# Interaction-picture DMQMC: the matched starting distribution

Hartree atomic units, $k_B=1$, $\beta=1/T$, canonical ensemble. The population-control shift is taken to change only the normalisation and is omitted.

## Statement

Density matrix quantum Monte Carlo samples $\rho=e^{-\beta H}$, which obeys $d\rho/d\beta=-\tfrac12(H\rho+\rho H)$ starting from the identity. The interaction-picture variant (Malone and co-workers, 2015) samples

$$f(\tau)=e^{-(\beta-\tau)H_0}e^{-\tau H},\qquad \frac{df}{d\tau}=H_0f-fH .$$

For $H_0$ diagonal in the determinants, element $ij$ dies at the rate $H_{jj}-H^0_{ii}$, and $\langle O\rangle=\mathrm{Tr}(fO)/\mathrm{Tr}f$ at $\tau=\beta$.

**Assumption.** The walkers at $\tau=0$ are distributed as $e^{-\beta H_0}$ with the same $H_0$ that appears in the equation of motion.

**First correction.** If they are drawn from $e^{-\beta H_0'}$, with $H_0'$ diagonal and $D=H_0-H_0'$, then to first order in $D$

$$\delta\langle O\rangle=\beta\left(\langle OD\rangle-\langle O\rangle\langle D\rangle\right),\qquad \delta E=-\beta\frac{d\langle D\rangle}{d\beta}=T\frac{d\langle D\rangle}{dT}.$$

**Size.** Write $H=K+X+W$, with $K$ the kinetic energy, $X$ the diagonal of the Coulomb interaction in plane-wave determinants (exchange plus the Madelung constant) and $W$ its off-diagonal part. The choice $H_0=K+X$ makes the death rate on diagonal elements zero, while the start that is easy to sample is the free gas, $H_0'=K$. Combining the two without reweighting gives $D=X$. For 33 spin-polarised electrons at $r_s=1$, $T=T_F/2$, the first-order model below puts the energy about $0.11$ Ha per electron too high.

## Where the assumption enters

Left multiplication by $H_0$ and right multiplication by $H$ commute as operations on $f$, so for any start

$$f(\tau)=e^{\tau H_0}f(0)\,e^{-\tau H}.$$

The factor $e^{\beta H_0}$ that the dynamics builds on the row index is cancelled only by $f(0)\propto e^{-\beta H_0}$. The spawning and death rules contain no information on $f(0)$, so nothing in the propagation repairs a mismatch. With $f(0)=e^{-\beta H_0'}$ and both operators diagonal,

$$f(\beta)=e^{\beta D}e^{-\beta H}.$$

Row $i$ of the exact density matrix carries a spurious factor $e^{\beta D_{ii}}$. Only the variation of $D_{ii}$ among determinants matters, since a constant cancels in the ratio of traces.

The free start itself is exact. Occupying each plane wave independently with its Fermi factor and keeping only draws with $N$ electrons gives determinant $i$ a probability proportional to $e^{-\beta K_{ii}}$ for any chemical potential.

## Derivation of the correction

Insert $e^{\beta D}\approx1+\beta D$ and use $\mathrm{Tr}(D\rho O)=\mathrm{Tr}(\rho OD)$. Expanding the ratio of traces gives the first formula. For $O=H$, since $d\rho/d\beta=-\rho H$, one has $d\langle D\rangle/d\beta=-(\langle HD\rangle-\langle H\rangle\langle D\rangle)$, which gives the second. The averages are over the interacting ensemble.

For $D=X$, expand also in the interaction. Let $G(s,\beta)=\ln\mathrm{Tr}(e^{sX}e^{-\beta H})$, so that the run returns $-\partial_\beta G$ at $s=\beta$ and the true energy is the same derivative at $s=0$. With $X_0=\langle X\rangle_0$ and $\sigma^2=\mathrm{Var}_0X$ in the free canonical ensemble,

$$G=\ln Z+s\,(X_0-\beta\sigma^2)+\tfrac12s^2\sigma^2+\dots$$

No term $sW$ appears, because $X$ and $K$ are diagonal and $W$ is not. Therefore

$$\delta E=T\frac{dX_0}{dT}+\beta\sigma^2\left(1+\frac12\frac{d\ln\sigma^2}{d\ln\beta}\right)+\dots,$$

and $W$ first enters at third order. The leading term agrees with thermodynamic perturbation theory. The first-order free energy is $X_0$, so the first-order energy is $d(\beta X_0)/d\beta=X_0-T\,dX_0/dT$. The unweighted run returns $X_0$ alone and misses the repopulation of the plane waves by exchange.

## Exchange energy of the cell

Let $\lambda=\sqrt{2\pi\beta}$, $\eta=\beta\mu$, $n_k=1/(e^{\beta k^2/2-\eta}+1)$ and $F_j(\eta)=\sum_{l\ge1}(-1)^{l+1}e^{l\eta}l^{-j-1}$, continued to $\eta>0$ as the Fermi–Dirac integral normalised by $1/\Gamma(j+1)$. Then $dF_j/d\eta=F_{j-1}$ and $n\lambda^3=F_{1/2}$. The plane-wave basis is taken as complete. In a cubic cell of side $L$ and volume $\Omega$,

$$X=-\frac1{2\Omega}\sum_{\mathbf k\ne\mathbf k'}\frac{4\pi\,\hat n_{\mathbf k}\hat n_{\mathbf k'}}{|\mathbf k-\mathbf k'|^2}+\frac{Nv_M}{2},\qquad v_M=-\frac{2.8373}{L},$$

where $v_M$ is the Ewald self-image potential of the simple cubic lattice.

**Bulk term.** The exchange energy density is $-\tfrac12\int|g(\mathbf x)|^2/|\mathbf x|\,d^3x$, with $g$ the one-body density matrix. Term $l$ of the fugacity series contributes $l^{-3/2}\lambda^{-3}e^{-\pi x^2/l\lambda^2}$ to $g$, and a pair $l,m$ integrates to $\lambda^{-4}(lm)^{-1/2}/(l+m)$. Resumming,

$$x_\infty=-\frac{J}{\lambda F_{1/2}},\qquad J=\int_{-\infty}^{\eta}F_{-1/2}^2\,d\eta' .$$

At fixed density $T\,d\eta/dT=-\tfrac32F_{1/2}/F_{-1/2}$ and $\lambda^{-4}\propto T^2$, so

$$T\frac{dx_\infty}{dT}=2x_\infty+\frac{3F_{-1/2}}{2\lambda}.$$

**Cell terms.** With independent occupations the sum per electron is $-\frac1{2\Omega}\sum_{\mathbf q\neq0}4\pi[1-S(q)]/q^2$, where $1-S(q)=\sum_{\mathbf k}n_{\mathbf k}n_{\mathbf k+\mathbf q}/N$. The fugacity series gives $S=S_0+s_2q^2+\dots$ with

$$S_0=\frac{F_{-1/2}}{F_{1/2}},\qquad s_2=\frac{\beta(1-r)}{12},\qquad r=\frac{F_{-3/2}}{F_{1/2}} .$$

For a function $h(q)=h_0+h_2q^2+\dots$ whose Fourier transform is short-ranged, the Ewald construction gives

$$\frac1\Omega\sum_{\mathbf q\ne0}\frac{4\pi h}{q^2}=\int\frac{d^3q}{(2\pi)^3}\frac{4\pi h}{q^2}+h_0v_M-\frac{4\pi h_2}{\Omega}.$$

Taking $h=1-S$ and adding $v_M/2$ yields the cell terms $S_0v_M/2-2\pi s_2/\Omega$.

**Fixed $N$.** A grand-canonical average is a canonical one averaged over $N$ with variance $NS_0$, so $A_N\approx A_\mu-\tfrac12NS_0\,\partial_N^2A$. The bulk energy density $-J/\lambda^4$ has second density derivative $-\lambda^2F_{-3/2}/F_{-1/2}$, which adds $\pi\beta r/\Omega$ per electron. Collecting terms,

$$\frac{X_0}{N}=x_\infty+\frac{S_0v_M}{2}+y+O(N^{-4/3}),\qquad y=\frac{\pi\beta}{6\Omega}(7r-1).$$

The temperature derivatives are

$$T\frac{dS_0}{dT}=\frac32\left(S_0-\frac{F_{-3/2}}{F_{-1/2}}\right),\qquad T\frac{dr}{dT}=\left(\frac{F_{-5/2}}{F_{1/2}}-rS_0\right)T\frac{d\eta}{dT},\qquad T\frac{dy}{dT}=-y+\frac{7\pi\beta}{6\Omega}\,T\frac{dr}{dT}.$$

## Numbers for $N=33$, $r_s=1$, $T=T_F/2$

For one spin species $k_F=(9\pi/2)^{1/3}/r_s=2.418$ bohr$^{-1}$ and $T_F=k_F^2/2=2.923$ Ha. Hence $T=1.462$ Ha, $\beta=0.6842$ Ha$^{-1}$ and $\lambda=2.0733$ bohr. The cell has $\Omega=\tfrac43\pi Nr_s^3=138.23$ bohr$^3$, $L=5.1705$ bohr and $v_M=-0.5487$ Ha. The condition $F_{1/2}=\tfrac{4}{3\sqrt\pi}(T_F/T)^{3/2}=2.1277$ gives $\eta=1.4862$. At this value $F_{3/2}=2.8983$, $F_{-1/2}=1.2433$, $F_{-3/2}=0.4403$, $F_{-5/2}=-0.0299$ and $J=1.5499$. It follows that $S_0=0.5843$, $r=0.2069$, $T\,d\eta/dT=-2.567$, $T\,dS_0/dT=0.3453$ and $T\,dr/dT=0.3465$.

Shell effects are small. The pole of $n_k$ at $\beta k^2/2=\eta+i\pi$ makes $g$ decay with $\kappa=\mathrm{Im}\,k=1.71$ bohr$^{-1}$, and $e^{-\kappa L}=1.5\times10^{-4}$.

| term (Ha per electron) | value | $T\,d/dT$ |
|---|---|---|
| $x_\infty$ | $-0.3513$ | $+0.1968$ |
| $S_0v_M/2$ | $-0.1603$ | $-0.0947$ |
| $y$ | $+0.0012$ | $+0.0051$ |
| $X_0/N$ | $-0.510$ | $+0.107$ |

The first correction is $\delta E/N=+0.107$ Ha, or $2.9$ eV, per electron and $3.5$ Ha for the cell. It is 21 % of $|X_0|/N$ and 3.6 % of the bulk free kinetic energy $\tfrac32TF_{3/2}/F_{1/2}=2.99$ Ha. The Madelung-related term removes about half of the bulk value, so the bulk formula alone would nearly double the answer for this cell. The sign is positive because exchange favours determinants compact in $k$-space, which are also low in kinetic energy, and the free start under-represents them.

## The next term

The second-order term needs $\sigma^2$. Expand $X$ in $\delta n_{\mathbf k}=\hat n_{\mathbf k}-n_k$. The part linear in $\delta n$ carries the covariance with $K$, and the Cauchy–Schwarz inequality bounds its variance from below by $\mathrm{Cov}(X,K)^2/\mathrm{Var}K$. Here $\mathrm{Cov}(X,K)=T\,\delta E$ and $\mathrm{Var}K=Nc_VT^2$, with the bulk heat capacity per electron $c_V=\tfrac{15}{4}F_{3/2}/F_{1/2}-\tfrac94F_{1/2}/F_{-1/2}=1.258$. The bound is $(\delta E/N)^2/c_V=0.0091$ Ha$^2$ per electron, up to $1/N$ corrections, and $\beta$ times it is $0.006$ Ha.

For independent occupations the quadratic part has variance $\tfrac12\sum_{\mathbf k\ne\mathbf k'}u_{\mathbf k-\mathbf k'}^2w_kw_{k'}$, with $u_q=4\pi/\Omega q^2$ and $w=n(1-n)\le\tfrac14$. Using $\sum_{\mathbf k}w_k=NS_0$ and the integer-lattice sum $\sum_{\mathbf m\ne0}|\mathbf m|^{-4}=16.53$, it is at most $16.53\,S_0/(8\pi^2L^2)=0.0046$ Ha$^2$ per electron, and $\beta$ times this is $0.003$ Ha.

If the linear part lies near its bound and $d\ln\sigma^2/d\ln\beta$ is of order one, neither of which is derived here, the second-order term is of order $0.01$ Ha. That is a tenth of the first correction, so the model supports $\delta E/N\approx0.11$ Ha and no further figure.

## Restoring the assumption

The bias is systematic and survives any number of walkers or independent runs. It is removed by giving each starting determinant the weight $e^{-\beta(X_{ii}-X_{\rm ref})}$ with any constant $X_{\rm ref}$. The standard deviation of the logarithm of this weight is $\beta\sigma$, at least about $0.38$ here by the bound above. Since $\sigma^2$ grows with $N$, reweighting loses efficiency in larger cells. The alternative is to propagate with $H_0=K$, for which the free start is matched and diagonal walkers instead carry the death rate $X_{ii}$.